Conformer 6 looks wrong. GFN2-xTB places it 0.03 kcal/mol above its lowest structure, which makes it as good as degenerate with the best. The DFT energies put the same structure at 1.08 kcal/mol, the highest of the six, and leave it a weight of only 3.7 %. It is also the most polar conformer.

Conformers of C[Si@H](C#N)O[Si@@H](C)[SiH3] without solvent, from PySCF 2.14.0 and tblite 0.8.0: B3LYP-D3(BJ)/def2-SVP energies at GFN2-xTB geometries. The torsions are Si3-Si2-O4-Si5 and Si2-O4-Si5-C6, in that order. Free energies and Boltzmann weights, at 298.15 K, combine the DFT energies with GFN2-xTB quasi-harmonic terms.

```tsv
number	torsions in degrees	GFN2-xTB energy above its lowest (kcal/mol)	DFT energy above the lowest (kcal/mol)	free energy above the lowest (kcal/mol)	weight (%)	dipole (D)
1	(94,134)	0.060	0.000	0.000	34.80	2.760
2	(135,133)	0.000	0.120	0.310	20.70	2.600
3	(10,-22)	0.200	0.470	0.430	16.90	4.040
4	(71,77)	0.100	0.390	0.520	14.50	3.620
5	(62,72)	0.170	0.600	0.780	9.40	3.750
6	(35,36)	0.030	1.080	1.320	3.70	4.240
```

The high DFT energy of conformer 6 and its large dipole belong together. In the DFT column the two least polar conformers, 1 and 2, lie lowest, and the most polar one lies highest. A dipole moment doesn't by itself raise the energy of an isolated molecule, so the dipole can't be the cause. Something in the shape of the molecule must set both quantities at once, and the printed torsions hide it.

**Where the nitrile points**

The molecule is a chain Si–O–Si with three groups on each silicon. One silicon carries a nitrile (C≡N), a methyl and a hydrogen; the other carries a silyl group (SiH₃), a methyl and a hydrogen. The first printed torsion gives the direction of the silyl group and the second that of the methyl beside the nitrile. Neither follows the nitrile, which is by far the most polar group present.

Its position can be worked out. The three groups on each silicon are spaced by about 120° around the Si–O bond, and the handedness of the two silicon atoms fixes their order. For this diastereomer the nitrile torsion is the second printed value minus 120°. On the other silicon, the methyl torsion is the first printed value minus 120°.

The bridge then allows a simplification. If Si–O–Si were straight, turning one end about the bridge would have the same effect as turning the other, and only the relative turn would matter. Siloxane bridges are bent but wide, so this holds approximately. The angle between the nitrile and the methyl on the far silicon, seen along the bridge, is therefore the sum of their two torsions. It is called ω here:

ω = first torsion + second torsion − 240°, with full turns added or removed as needed.

At ω = 0° the nitrile faces the far methyl. At 180° it points away from that methyl, into the space between the silyl group and the hydrogen on silicon.

This angle brings order to the table. In conformers 1 and 2 the nitrile is within 30° of the far methyl. In conformers 3, 4 and 5 it stands roughly at right angles to it, and in conformer 6 it is turned almost fully away, at −169°. Going from the first group to the second and on to the last, both the DFT energy and the dipole rise.

**Why the far methyl is the better neighbour**

The explanation rests on ordinary bond polarity. The nitrogen end of a nitrile is negative. Hydrogen attached to carbon is slightly positive, but hydrogen attached to silicon is slightly negative, because silicon holds its electrons less firmly than hydrogen does. A nitrile that faces the methyl therefore meets weakly positive hydrogens and should be attracted, although the negative carbon behind them weakens the effect. A nitrile turned the other way has negative hydrogens on both sides and should be repelled.

The same arrangement would explain the dipole. With the nitrile turned away from the methyl, the negative parts of both ends lie on the same side of the bridge and their dipoles add. With the nitrile over the methyl they lie on opposite sides and partly cancel. On this view low energy and low dipole have one origin, the placing of unlike charges near each other.

The table supports the link between shape, energy and dipole; the charges themselves are an argument from general chemistry. Dispersion attraction between nitrile and methyl would also lower conformers 1 and 2, but it acts between the nitrile and the silyl group as well, so its net effect isn't clear. The modest basis set may contribute too, because it tends to make close contacts look too stable. The energies at hand don't separate these contributions from the electrostatic one.

**A one-angle model**

The far silicon offers the nitrile three neighbours, 120° apart. Suppose that each contributes an energy proportional to the cosine of its angle to the nitrile, and that the silyl group and the hydrogen act alike. Since cos(ω + 120°) + cos(ω − 120°) = −cos ω, the three terms collapse into one:

E = a + b cos ω

Here E is the DFT energy above the lowest, and b measures how much the methyl differs from the other two neighbours. A negative b means that the methyl is preferred.

A least-squares fit to all six conformers gives a = 0.46 and b = −0.49 kcal/mol. Conformer 6 serves as an example, though it was part of the fit. Its torsions are 35° and 36°, so ω = 35° + 36° − 240° = −169°, and the cosine is −0.98. The model energy is 0.46 + 0.49 × 0.98 = 0.94 kcal/mol, against 1.08 in the table.

When each conformer in turn is left out and predicted from the other five, the typical error is 0.16 kcal/mol. That is small beside the full spread of 1.08, but larger than several gaps between neighbouring conformers. The model can therefore tell the three groups apart, but it can't rank the members within a group.

The dipole follows from the same angle. The square of the sum of two dipoles contains a term proportional to the cosine of the angle between them, so if the silyl group and the hydrogen again act alike, the squared dipole should also have the form of a constant plus a multiple of cos ω. Fitted to the same six rows, this form gives 2.7 D for conformer 1 and 4.3 D for conformer 6; the table has 2.76 and 4.24 D. One angle thus accounts for most of the variation in two different properties.

Six points are few, and this angle was picked out after the energies were known, so the good fit makes the explanation plausible and no more. Two other angles describe the energies much less well: the nitrile's turn about its own O–Si bond, and its angle to the silyl group. The straight-bridge assumption matters less. With the bridge bent by about 35° from straight, the correlation between energy and the relative direction of nitrile and methyl weakens only from −0.96 to −0.91.

**The smaller irregularities**

Conformer 3 is more polar than conformer 5 and yet lies lower in DFT energy. In the model the two are near twins, because the nitrile is turned from the methyl by 108° in one and by 106° the other way in the other. A cosine doesn't distinguish left from right, so it predicts almost equal energies. The real molecule does distinguish them: in conformer 3 the nitrile faces the hydrogen on silicon, in conformer 5 the silyl group. A small hydrogen and a bulky silyl group are unlikely to be truly equivalent neighbours, which may be why conformer 3 fits worst; this has not been tested.

Conformers 1 and 2 break the pattern in the same way, since the slightly less polar one is slightly higher in energy. Their DFT energies differ by 0.12 kcal/mol, which is too little to rank them safely with this functional and basis set. Conformers 4 and 5 are so alike in torsions and dipole that they may belong to one shallow valley counted twice.

**From small gaps to a mixture**

What these energies mean in practice depends on their size relative to the thermal energy RT, which is 0.59 kcal/mol at the temperature of the table. A conformer that lies higher in free energy by ΔG is rarer by the factor exp(−ΔG/RT). For conformer 6, ΔG is 1.32 kcal/mol and the factor is about 0.11, so its weight is about 0.11 times the 34.8 % of conformer 1. Conformers 2, 3 and 4 lie within one RT of the lowest and remain well populated.

The DFT energies therefore favour shapes with the nitrile near the far methyl, but only weakly. Conformers 1 and 2 together hold 55.5 % of the weight, and the rest is spread over shapes in which the nitrile has turned away. An average property of this molecule should be taken over the whole set, because no single shape represents it.

The thermal terms add further uncertainty. They raise the other conformers by at most 0.24 kcal/mol relative to conformer 1, and they lower conformer 3 slightly. That is enough to reverse the order of conformers 3 and 4, whose DFT energies are almost equal. At least one of the six structures also keeps an imaginary vibration, so it isn't a confirmed minimum, and a further rotamer may be absent from the set. The weights are best read as a broad division between common and rare shapes.

They also refer to the isolated molecule. A polar solvent usually stabilises polar conformers more than less polar ones, and so would tend to work against the preference found here. Where the gaps are this small, gas-phase weights shouldn't be carried over to a polar liquid unchanged.

**Back to conformer 6**

Seen through the angle ω, the high DFT energy of conformer 6 is regular: its nitrile is turned farthest from the methyl. The GFN2-xTB value is the one that breaks the pattern. For the other five conformers that method shows a faint version of the same trend, with the first two at or below 0.06 kcal/mol and the next three between 0.10 and 0.20. Only conformer 6 falls back to the bottom. GFN2-xTB also includes the forces between charges, so this low value counts against the electrostatic explanation, unless other terms in the method mask the effect.

The difference matters for the mixture. GFN2-xTB energies alone would give conformer 6 a weight of 18.4 %, while DFT energies alone would give about 4.9 %; the thermal terms lower this further to the 3.7 % of the table. How common this shape appears thus depends strongly on the method that supplies the energies, and the table holds no more accurate calculation to judge between the two.

Part of the disagreement may come from the way the two energies were obtained. Each structure was relaxed with GFN2-xTB, so that method judges every conformer near its own best geometry (the relaxations are all flagged as loose), while DFT judges it at a borrowed one. If the borrowed geometry suits conformer 6 less well than the others, DFT overstates its energy. How much of the 1.08 kcal/mol would survive if all six structures were relaxed with DFT is the question that the table leaves open.
